Examination question: the faces of tantalum and tungsten

Both metals are body-centred cubic. The surface energy is the work per area needed to make a face; the work function is the energy needed to take an electron from the metal to the vacuum outside it. The space group in the table is that of the parent bulk crystal, not of the slabs. Answer the seven questions from the table and from what you know of metallic bonding.

Ansatz 0.2.0, scalar-relativistic plane-wave PAW calculations with PBE and no spin polarisation, for 1×1 slabs of Ta and W with 15 Å of vacuum. The wave cutoff is 420 eV, with Gaussian smearing of 0.1 eV and a dipole correction at the cell boundary. Each surface energy is the mean of both faces of the slab.

```
  system  top plane  planes  slab atoms  slab formula   k mesh  space group  surface cell area (Å²)  surface energy unrelaxed (J/m^2)  surface energy relaxed (J/m^2)  work function top relaxed (eV)  largest move (Å)
Ta (110)         Ta       5           5            Ta  13x13x1          229                    7.79                             2.435                           2.375                           4.758             0.110
Ta (100)         Ta       7           7            Ta  10x10x1          229                   11.02                             2.739                           2.548                           3.789             0.162
Ta (221)         Ta      19          19            Ta    8x5x1          229                   33.05                             2.911                           2.674                           4.077             0.338
 W (110)          W       5           5             W  13x13x1          229                    7.17                             3.370                           3.310                           4.774             0.078
 W (211)          W       8           8             W   12x8x1          229                   12.41                             3.732                           3.423                           4.288             0.195
 W (100)          W       7           7             W  11x11x1          229                   10.13                             4.264                           3.982                           4.106             0.158
```

Question 1. Which face is cheapest to make in each metal, and why?

Model answer. The (110) face, in both metals. Making a face cuts the bonds that cross the plane, so the cost should follow the number of cut bonds per area. The (110) plane is the most densely packed: each of its atoms keeps six of its eight nearest neighbours, while an atom on (100) keeps only four. The atoms on (110) are also packed closer together, but this does not make up for the difference.

Question 2. Why does W cost more than Ta on the same face?

Model answer. The relaxed surface energy of W is 1.39 times that of Ta on (110) and 1.56 times on (100). The surface cell of W is smaller, which puts about 9 % more bonds on each unit of area. That is a small part of the difference, so the bonds themselves must be stronger in W. Band theory gives a likely reason: W has one more valence electron than Ta, and it goes into d states that still bind. In W the d band is near half filling, where the bonding states are nearly full and the antibonding ones nearly empty. This explains the direction, but hardly the full size: so near the middle of a simple d band, one more electron is expected to add only a little to the bonding. How the states are spread in energy is likely to matter too, and question 4 returns to this.

Remark. The filling of the d band lets a reader guess the course along the row. Towards the middle each added electron strengthens the bonds; well beyond it, electrons enter antibonding states and the bonds weaken again. The table shows one step of this, from Ta to W.

Question 3. How much more than (110) should the other faces cost, if only the number of cut bonds matters?

Model answer. In this lattice the second neighbours are only about 15 % farther away than the nearest ones, so they can't be dropped without thought. Let a be the edge of the cube and s the strength of a second-neighbour bond relative to a nearest-neighbour bond. The (110) cell has area a²/√2 and cuts 2 nearest and 2 second bonds; the (100) cell has area a² and cuts 4 and 2. The ratio of the costs per area is then

cost(100) / cost(110) = (4 + 2s) / [√2 (2 + 2s)]

If second neighbours don't bind at all (s = 0), the ratio is √2 ≈ 1.41. If they bind as strongly as the nearest ones (s = 1), it is 6/(4√2) ≈ 1.06. The unrelaxed slabs give 1.12 for Ta and 1.27 for W, both between the limits.

The other two faces cut equally many bonds of both kinds, so s drops out. The count puts Ta (221) 18 % above (110), and the calculation gives 20 %. For W (211) it predicts 15.5 %, and the calculation gives 10.7 %. The count thus serves well for one face and overstates the extra cost of the other, by nearly half with the listed energies and by about a quarter with the denser bulk reference of question 7. The printed output after this text sets the count beside the energies for every face; no constant was adjusted.

Remark. The range for (100) is wide, so lying inside it is a weak test. Its use is to show which face is sensitive to the kind of bonding: (100) cuts many nearest and few second bonds. In a face-centred cubic metal the second neighbours are about 41 % farther away than the nearest, and counting nearest neighbours alone is usually a fair first guide.

Question 4. Ta (100) is cheaper than Ta (221), but W (100) is the dearest W face. Can geometry explain this?

Model answer. The order, yes; the sizes, no. The table sets (100) beside (221) in Ta but beside (211) in W. With s just above one half, the count of question 3 puts (100) above (211) and below (221), which fits the order in both metals. This is a weak success, since s was chosen to suit and only a narrow range of it will do.

But Ta and W have the same lattice, so any count with the same s also gives both metals the same ratio of (100) to (110). The calculated ratios differ clearly, and they do so before any atom has moved. The cause of this difference must therefore lie in the electrons.

Theory offers a likely one. An atom on (100) has lost half of its nearest neighbours, which leaves d states that are neither clearly bonding nor antibonding, near the middle of the d band. In W the Fermi level, up to which states are filled, lies close to them, and a high density of states there is unfavourable. In Ta, with one electron fewer, the Fermi level lies lower and more of these states are empty. The runs do not resolve the states of the surface layer, so this step rests on known physics and not on the table.

Question 5. What changes if the atoms may relax, and what if the W (100) cell were made larger?

Model answer. Relaxing lowers the surface energy by about 2 % on (110) and by 7 to 8 % on the more open faces. Atoms that have lost many neighbours gain more by moving to strengthen the bonds they have left. The order of the faces stays the same in both metals.

A larger cell would matter for W (100). The real clean face reconstructs on cooling: its top atoms shift sideways in a pattern that needs a doubled cell. The cell used here makes all top atoms move alike, so the listed energy belongs to the unreconstructed face. Reconstruction would lower it by an amount not calculated here; to change the order of the W faces, it would have to exceed 0.56 J/m², the gap to (211). To find it, a doubled cell is not enough. At the ideal sites the sideways forces cancel by symmetry, so the top atoms must first be nudged off them.

Question 6. Does the work function follow the surface energy? What does this mean for a metal gate?

Model answer. It does not follow it from metal to metal: on (110) the two metals have nearly the same work function, although their surface energies differ widely. Nor does it follow it from face to face: in W it falls as the surface energy rises, and in Ta there is no steady trend. The work function depends on the electric dipole at the surface as well as on the bulk. On a flat face the electrons spill into the vacuum and form a dipole that holds other electrons back. On a rough face they also flow into the hollows between the atoms, which weakens this dipole. This is the usual explanation for a high work function on a close-packed face, and it fits (110) in both metals.

The picture doesn't order the open faces. W (211) has fewer top atoms per area than W (100), yet its work function is higher. The printed output adds the values before relaxing: Ta (221) then lies 0.17 eV below Ta (100), but 0.29 eV above it afterwards. Ta (221) is the only face whose work function rises on relaxing, and the table gives no firm reason for it.

In a transistor, the threshold voltage shifts with the work function of the gate metal. Between the bare faces it varies by 0.67 eV in W and by 0.97 eV in Ta. A small gate made of a few differently oriented grains can therefore differ from its neighbour, and control of the grain orientation is worth having. A dielectric on the metal changes the surface dipole, so these spreads are a reason to look for the effect and not a forecast of its size.

Question 7. Which digits can be trusted?

Model answer. One source of error can be tested. A surface energy is a small difference between the energy of a slab and that of the same number of bulk atoms, so an error in the bulk energy is multiplied by the number of atoms. Taking the bulk energy from a denser k mesh lowers W (110) by 0.07 J/m² and the other W faces by about 0.03; Ta changes by less than 0.01. The first decimal of the W values is thus the last one worth using, and even it can shift by one.

The conclusions differ in strength accordingly. The high cost of W (100) is safe against this error. The gap between W (211) and W (110) grows from 0.11 to 0.15 J/m², so its sign survives this test but its size is loose. The difference of 0.016 eV between the (110) work functions deserves no explanation at all.

Remark. The test covers the bulk reference only. The slabs keep their own k meshes, so the shifted energies show the size of the doubt and are not necessarily better values. All slabs are 9 to 10 Å thick, including Ta (221) with its 19 planes, and no thicker slab was calculated. Spin–orbit coupling, which matters for such heavy atoms, is missing throughout. PBE also tends to give work functions somewhat below the measured ones. For all three Ta faces and for W (110) the program also warns that the exchange–correlation potential is rough where the density is thin; this may affect their work functions by an amount not tested here. Ta (221) calls for the most care: its k mesh lowers the symmetry, its relaxed shape is slightly distorted, and its atoms move farthest.

The analysis program printed:

```
Bonds cut per area and unrelaxed surface energy, each relative to (110) of the same metal:
       row  nearest_per_cell  second_per_cell  nearest_only  both_shells  energy
  Ta (110)                 2                2             1            1       1
  Ta (100)                 4                2         1.414         1.06   1.125
  Ta (221)                10               10         1.179        1.179   1.195
   W (110)                 2                2             1            1       1
   W (211)                 4                4         1.156        1.156   1.107
   W (100)                 4                2         1.416        1.062   1.265
Effect of relaxing:
       row  energy_gain_J_m2  gain_percent  work_function_before_eV  work_function_change_eV
  Ta (110)              0.06         2.464                    4.813                   -0.055
  Ta (100)             0.191         6.973                    4.021                   -0.232
  Ta (221)             0.237         8.142                    3.852                    0.225
   W (110)              0.06          1.78                     4.89                   -0.116
   W (211)             0.309          8.28                     4.35                   -0.062
   W (100)             0.282         6.614                     4.18                   -0.074
Relaxed surface energy with the dense-mesh bulk as reference (J/m2):
       row  energy      shift
  Ta (110)   2.378   0.003394
  Ta (100)   2.543   -0.00458
  Ta (221)   2.666  -0.007553
   W (110)    3.24   -0.07039
   W (211)   3.394   -0.02944
   W (100)   3.955   -0.02712
W over Ta, relaxed surface energy of (110), ratio: 1.394
W over Ta, relaxed surface energy of (100), ratio: 1.563
Ta over W, area of the (110) cell, ratio: 1.086
Ta (100) less Ta (110), relaxed surface energy, J/m2: 0.173
Ta (221) less Ta (100), relaxed surface energy, J/m2: 0.126
W (211) less W (110), relaxed surface energy, J/m2: 0.113
W (211) less W (110), with the dense-mesh bulk, J/m2: 0.154
W (100) less W (211), relaxed surface energy, J/m2: 0.559
W less Ta, work function of (110), eV: 0.016
W less Ta, work function of (100), eV: 0.317
Spread of the work function over the Ta faces, eV: 0.969
Spread of the work function over the W faces, eV: 0.668
Ta (221) less Ta (100), work function before relaxing, eV: -0.169
Ta (221) less Ta (100), work function after relaxing, eV: 0.288
```
